Notes: Fermi-level shifting in solid-phase epitaxy, As at 1×10²⁶ m⁻³ in Si, 773 K (500 °C) and 923 K (650 °C)

Model. The regrowth velocity v is proportional to [D⁰]+[D⁻], the neutral and singly negative interface defects. [D⁰] is independent of EF, and [D⁻]/[D⁰] = g exp((EF−Ed)/kT), g being the degeneracy of D⁻ over that of D⁰. EF is that of the crystal side. With η = (EF−Ec)/kT, A = g exp((Ec−Ed)/kT) and ηi the intrinsic value,
v/vi = (1 + A e^η)/(1 + A e^ηi).

Inputs, typical values: Nc = 2.8×10²⁵ and Nv = 2.65×10²⁵ m⁻³ at 300 K, scaled as T^(3/2); Eg = 1.17 eV − 4.73×10⁻⁴ eV/K × T²/(T + 636 K). I assume Ec−Ed = 0.16 eV and g = 0.5 for illustration, and full ionisation, n = [As].

                   773 K      923 K
kT (meV)           66.6       79.5
Nc (10²⁶ m⁻³)      1.16       1.51
Eg (eV)            0.969      0.912
ni (m⁻³)           7.8×10²²   4.8×10²³
A                  5.52       3.74
K = A ni/Nc        0.0037     0.012
n/Nc               0.86       0.66

Here ni = √(NcNv) exp(−Eg/2kT) ≪ Nc, so e^ηi = ni/Nc is safe.

First attempt, WRONG.
(1) n = Nc e^η, hence exp((EF−EFi)/kT) = n/ni.
(2) v/vi = (1 + K n/ni)/(1 + K), linear in n/ni.
(3) K n/ni = A n/Nc = 4.77 and 2.47, so v/vi = 5.7 (773 K) and 3.4 (923 K). Both wrong.

Symptom. At 773 K line (1) gives η = −0.147. EF lies below Ec, so a band-edge state must be less than half full, yet its Boltzmann occupation e^η is 0.86; the Fermi function gives 0.46. Summing the band with Fermi occupation at this η returns 0.79×10²⁶ m⁻³: 21 % of the electrons are missing and neutrality fails. Above Nc the failure is blatant: 3×10²⁶ m⁻³ of active As would put 2.6 electrons in a band-edge state.

Faulty line: (1). It needs n ≪ Nc, and n of order Nc already breaks it.

Mended. For parabolic bands n = Nc F½(η), with F½(η) = (2/√π)∫₀^∞ √x dx/(1 + e^(x−η)). For η < 0, F½ = e^η − e^(2η)/√8 + …, which inverts to η ≈ ln(n/Nc) + n/(√8 Nc): Boltzmann always puts EF too low. Solving the integral numerically:

                     773 K     923 K
η, Boltzmann         −0.147    −0.413
η, Fermi–Dirac       0.155     −0.181
EF shift (meV)       20        18
A e^η                6.45      3.12
v/vi                 7.4       4.1

At 773 K EF is inside the band. e^η grows faster than n, so within the model v is superlinear in n; line (2) survives as the limit n ≪ Nc. Exact compensation gives n = p, EF = EFi and v = vi with either statistics, so that test cannot expose the slip.

Size of the error. The charged term was too small by a factor 1.35 at 773 K and 1.26 at 923 K, whatever Ed and g are; at 3×10²⁶ m⁻³ and 773 K the factor is 2.4. With my Ed and g the error in v/vi is −23 % and −16 %. A Boltzmann fit to velocities would hide these factors in g and Ed.

Neglected terms rival this. Band-gap narrowing at this doping is roughly 0.1 eV; if a part δ lowers Ec relative to Ed, the charged term is multiplied by exp(−δ/kT). At 773 K δ = 20 meV cancels the whole correction and δ = 0.1 eV gives 0.22. Nonparabolicity α ≈ 0.5 eV⁻¹ raises Nc by 15αkT/4 = 12 % at 773 K, and rescaling Nc by this turns 1.35 into 1.31. The statistics factor is therefore fairly firm, while the absolute v/vi holds only within the rigid-band model.